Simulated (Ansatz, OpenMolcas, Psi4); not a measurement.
# Errors in the atomisation enthalpy at 298 K

6 molecules of light elements (H to F); the atomisation enthalpy at 298 K in kJ/mol, computed less measured. Shapes, held fixed at every level: PBE0-D4/def2-TZVP. Thermal terms are harmonic and unscaled (PBE0-D4/def2-TZVP); the spin-orbit lowering of the free atoms is taken from their spectra. Programs: Ansatz 0.2.0, OpenMolcas 26.06, Psi4 1.11. A level may come from different programs for different species; with the same settings they agree closely. Measured values: Active Thermochemical Tables, NIST-JANAF tables.

Levels: A = BLYP/cc-pVTZ; B = PBE-D4/def2-TZVPP; C = r2SCAN/cc-pVTZ; D = CCSD/cc-pVTZ.

```tsv
molecule	from tabulated heats	A	B	C	D
HF (hydrogen fluoride)	570	-13	-2	-21	-27
BOF (fluoro(oxo)borane)	1501	+6	+41	-7	-107
HCN (hydrogen cyanide)	1278	+27	+54	-23	-88
C2HO (ethynyloxy radical)	1723	+53	+127	+45	-116
CH3 (methyl radical)	1224	-4	+11	+15	-33
HOCN (cyanic acid)	1671	+40	+103	-9	-126
```

(1) Which level does best on this set, which worst, and which err to one side?

Results:

(1) 
```json
{"level": "BLYP/cc-pVTZ", "kind": "GGA", "mean error": "+18.2", "mean absolute error": "23.8", "worst case": "C2HO"}
{"level": "PBE-D4/def2-TZVPP", "kind": "GGA", "mean error": "+55.7", "mean absolute error": "56.3", "worst case": "C2HO"}
{"level": "r2SCAN/cc-pVTZ", "kind": "meta-GGA", "mean error": "0.0", "mean absolute error": "20.0", "worst case": "C2HO"}
{"level": "CCSD/cc-pVTZ", "kind": "coupled cluster or CI", "mean error": "-82.8", "mean absolute error": "82.8", "worst case": "HOCN"}
```

On this set r2SCAN/cc-pVTZ has the smallest mean absolute error and CCSD/cc-pVTZ the largest. BLYP/cc-pVTZ is too high in 4 of 6; PBE-D4/def2-TZVPP is too high in 5 of 6; r2SCAN/cc-pVTZ is too low in 4 of 6; CCSD/cc-pVTZ is too low in 6 of 6. The tabulated value of BOF is in doubt (older tables, estimates, or at odds with other calculations) and kept here. Over the 5 molecules whose values aren't doubted the mean absolute errors are A 27.4; B 59.4; C 22.6; D 78.0. For PBE-D4/def2-TZVPP and CCSD/cc-pVTZ the error grows with the size of the molecule. Correlated wave functions converge slowly with the basis. CCSD also lacks the triples, which bind further. Spin contamination: C2HO (⟨S²⟩ up to 0.81). Open shells run unrestricted. The set is small.

The zero mean error of r2SCAN reflects cancellation, not accuracy for each molecule: it overbinds both radicals and underbinds all four closed-shell molecules. Its narrow lead over BLYP therefore says little about which would do better on a different mix of species.

For PBE and CCSD, the number of atoms alone doesn't set the error. HCN has fewer atoms than CH3, yet its errors are much larger, +54 against +11 with PBE and -88 against -33 with CCSD. The triple bond is the likely reason. Several electron pairs share a small region there, and semilocal exchange-correlation tends to favour such density over that of the separated atoms, so PBE overbinds. The same crowding raises the correlation energy gained on bonding, and a truncated treatment recovers too little of it. The opposite signs thus probably share a chemical origin in multiple bonding.

CCSD's last place belongs to this pairing of method and basis, and the table can't apportion its deficit between the two.
